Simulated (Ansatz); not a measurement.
A series in volume scale on ZnSe

Free energy against uniform scaling of the volume at fixed shape and fractions; periodic cell, basis, potentials, k mesh and filling as listed. The results are calculated, by Ansatz 0.2.0.

The cell before it is scaled or strained (space group F-43m, No. 216):
```
ZnSe
1.0
      0.0000     2.8338     2.8338
      2.8338     0.0000     2.8338
      2.8338     2.8338     0.0000
Zn Se
1 1
Direct
  0.00000 0.00000 0.00000
  0.25000 0.25000 0.25000
```

Settings of every row: functional LDA; dispersion none; potentials all-electron LAPW; k mesh 5x5x5; k shift 0x0x0; occupations fixed; smearing width 0 eV; spin none; basis error target 0.001 eV/atom.

```csv
row,volume scale,V (Å³/atom),energy above lowest point (meV/atom)
1,0.94,21.391,0
2,0.97,22.074,1.6
3,1,22.757,?
4,1.03,23.439,29.3
5,1.06,24.122,52.7
```

Question: what energy above lowest point should row 3 give?

Worked fit of energy above lowest point. Take u = (V_r/V)^(2/3) − 1 with V_r = 22.757 Å³ an atom, which is twice the finite (Eulerian) strain; such expansions in the strain, on which the Birch-Murnaghan equation of state is built, carry the rest volume and the bulk modulus. The shown rows have u = 0.04213, 0.02052, -0.01949, -0.03809. Least squares give energy above lowest point = 11.85 − 697.9 × u + 9864 × u² meV/atom; a straight line predicts inner rows, each left out in turn, worse (root mean square 9.2 against 0.23 meV/atom). The rows lie off it by 0.0, -0.1, 0.1, 0.0. Its lowest point lies at u = 0.0354, or V = 21.6 Å³ an atom, and the curvature there gives the bulk modulus at fixed shape and fractions, B = (4/9)(1 + u)² E″(u)/V = 69.7 GPa. The withheld row has u = 0, so the fit gives 11.85 − 697.9 × (0) + 9864 × (0)² = 11.8 meV/atom.

The calculation gave 11.9 meV/atom. The fit lies 0.1 meV/atom (0.19 % of the column's range) below it, one unit of the last digit.
